**Results and discussion**

The energy less that of the starting configuration, $E(x)$, is the self-consistent total energy of C³⁺ after $x$ electrons have been removed from the 2s-up level, measured from $x=0$. It comes from spin-polarised LDA, which also gives the eigenvalue $\varepsilon$ and mean radius $\langle r\rangle$ of that level at occupation $n=1-x$. The deviation from the straight line is $E(x)-xI$, with $I=E(1)=64.394$ eV. Rows with fractional $x$ are not states of one isolated ion. All occupied shells are s, so the spherical density restricts nothing.

Scalar-relativistic all-electron Kohn-Sham calculations with Quantum ESPRESSO 7.5 (ld1.x) for C³⁺, [He] 2s¹, as its single 2s spin-up electron is removed in fractions. All runs use spin-polarised LDA (Slater exchange, VWN5 correlation), spherical densities and a point nucleus.

```
electrons removed (electrons)  energy less that of the starting configuration (eV)  emptied level eigenvalue (eV)  emptied level mean radius (bohr)  deviation from the straight line (eV)
                        0.000                                                    0                        -57.284                            1.2759                                  0.000
                        0.100                                               5.8052                        -58.818                            1.2695                                 -0.634
                        0.200                                               11.763                        -60.339                            1.2632                                 -1.116
                        0.300                                               17.872                        -61.840                            1.2571                                 -1.446
                        0.400                                               24.130                        -63.313                            1.2512                                 -1.628
                        0.500                                               30.533                        -64.747                            1.2455                                 -1.664
                        0.600                                               37.077                        -66.123                            1.2401                                 -1.559
                        0.700                                               43.755                        -67.411                            1.2350                                 -1.321
                        0.800                                               50.555                        -68.550                            1.2302                                 -0.961
                        0.900                                               57.455                        -69.385                            1.2258                                 -0.500
                        1.000                                               64.394                        -68.479                            1.2147                                  0.000
```

**The sag is the drift of the level.** Janak's theorem gives $dE/dx=-\varepsilon$. It is only approximate in a scalar-relativistic run, but Simpson sums of $-\varepsilon$ over steps of 0.2 electron match the energy steps within 0.001 eV up to $x=0.8$. In the last step they miss by 0.02 eV, where the grid is too coarse for the level. The deviation therefore falls while $-\varepsilon<I$ and recovers once $-\varepsilon>I$. Interpolation puts the crossing at $x\approx0.475$, and row 0.5 is the deepest, at $-1.664$ eV. For the exact functional the energy is straight between integers and the level stays at $-I$. The sag is thus the self-interaction (delocalisation) error of LDA and no property of C³⁺.

Row 0.5 also tests Slater's transition state. Since $I$ is the average of $-\varepsilon$ over $x$, the midpoint would be exact for a level linear in $x$. It gives 64.747 eV, 0.55 % above $I$, because $-\varepsilon$ bends downward. The end rows miss $I$ by $-7.11$ and $+4.09$ eV.

**Why the level drifts.** A capacitor is the simpler system: charge $n$ on it costs $n^2J/2$, its potential is $nJ$, and the energy lies $J/8$ below the chord at half charge. The Hartree term treats the 2s cloud in this way, letting the electron repel itself. The analogy ends there, since one constant cannot describe the table. The level falls by 15.34 eV per electron in the first step, by less in each later step, and by 8.35 between rows 0.8 and 0.9.

What the capacitor lacks is exchange, which should cancel the self-repulsion. The LDA exchange potential for one spin is $-(6\rho_\uparrow/\pi)^{1/3}$. With frozen orbital densities, $\rho_\uparrow=\rho_{1s}+n\rho_{2s}$, and the level relative to row 1.0 is, in atomic units,

$$\varepsilon(n)-\varepsilon(0)=nJ-\left(\tfrac{6}{\pi}\right)^{1/3}\int\rho_{2s}\left[(\rho_{1s}+n\rho_{2s})^{1/3}-\rho_{1s}^{1/3}\right]d^3r .$$

A cube root cannot cancel a straight line. In the outer 2s lobe, where the 1s density has died away, the exchange term goes as $n^{1/3}$. Its slope, proportional to $n^{-2/3}$, is well below $J$ at large $n$, so the level sinks as charge leaves. The slope grows as $n$ falls, which slows the descent, and at small $n$ it overtakes $J$, so the level rises. The 1s tail keeps the slope finite at $n=0$.

**An estimate without fitting.** Hydrogenic orbitals were sized by computed radii. For 2s, $\langle r\rangle=6/Z$ with 1.2455 bohr from row 0.5 gives $Z_{2s}=4.82$; for 1s, $\langle r\rangle=1.5/Z$ with the 1s-up radii of rows 0.2 and 0.6 gives $Z_{1s}=5.54$. The hydrogenic self-repulsion is $J=\tfrac{77}{512}Z_{2s}=0.724$ hartree, or 19.7 eV. For row 0.9, $nJ=1.97$ eV and the exchange term, integrated numerically, is $-3.03$ eV. Their sum, $-1.06$ eV, compares with $-69.385+68.479=-0.91$ eV in the table. No energy or eigenvalue and nothing from row 0.9 entered. Over all rows the estimate follows the level, counted from row 1.0, within 0.18 eV of the table (worst at row 0.0) and makes the sag slightly too deep, by at most 0.04 eV.

The sum agrees, but the two parts are rough sizes only. The estimate shares the LDA exchange formula with the calculation, so it locates the error without testing that formula. It omits correlation and relaxation, whose effects may partly cancel. Relaxation of the shape is modest: the 2s radius shrinks by 3.9 % to row 0.9, and an orbital free to adjust softens the curvature. The empty 2s-down level, which feels the repulsion of the 2s-up charge without its exchange, falls by 17.7 eV per electron between rows 0.2 and 0.6, against 14.5 for 2s-up, as the mechanism requires. The gap between them at row 0.2 is 4.30 eV, however, little more than half the estimated exchange term. Correlation, which lowers the minority-spin level, acts in that direction, so the gap does not measure exchange alone.

**Rows 0.9 and 1.0.** The level rises by 0.906 eV in the last step, and in row 1.0 it belongs to an unoccupied orbital of closed-shell C⁴⁺. The energies show that the turn lies inside this step. The mean slope is 69.39 eV, equal within rounding to $-\varepsilon$ at row 0.9, while the step ends at 68.479 eV, so $-\varepsilon$ must first climb higher. The grid does not resolve where; the estimate suggests $x\approx0.94$. Past the minimum of the level, $E(x)$ is concave, although every second difference on this grid is positive.

The radius is irregular as well: its steps shrink steadily to 0.0044 bohr, and the last is 2.5 times that. The same exchange term offers a likely cause, expected here and not computed. At small $n$ what remains of the 2s exchange well sits further out: in the estimate it is deepest at 1.25 bohr in row 0.9, against 1.09 bohr in row 0.0. Such a well draws the orbital outward, so its loss should add to the contraction that the fading self-repulsion already brings. Comparing the up and down orbitals in rows 0.2 and 0.6 cannot test this, because more 2s charge remains there, with the well further in, and the two orbitals differ in correlation as well as exchange.

**Neighbouring cases.** The formula implies, beyond what the table tests, that both terms scale roughly as $1/\langle r\rangle$. A tighter 2s in a more highly charged lithium-like ion should sag more in eV, and a diffuse one less. The late upturn needs the emptied orbital to supply nearly all same-spin density in its region. If same-spin electrons stay behind in the shell, the cube root is sampled away from zero, the level runs straighter, and the upturn should weaken or vanish.
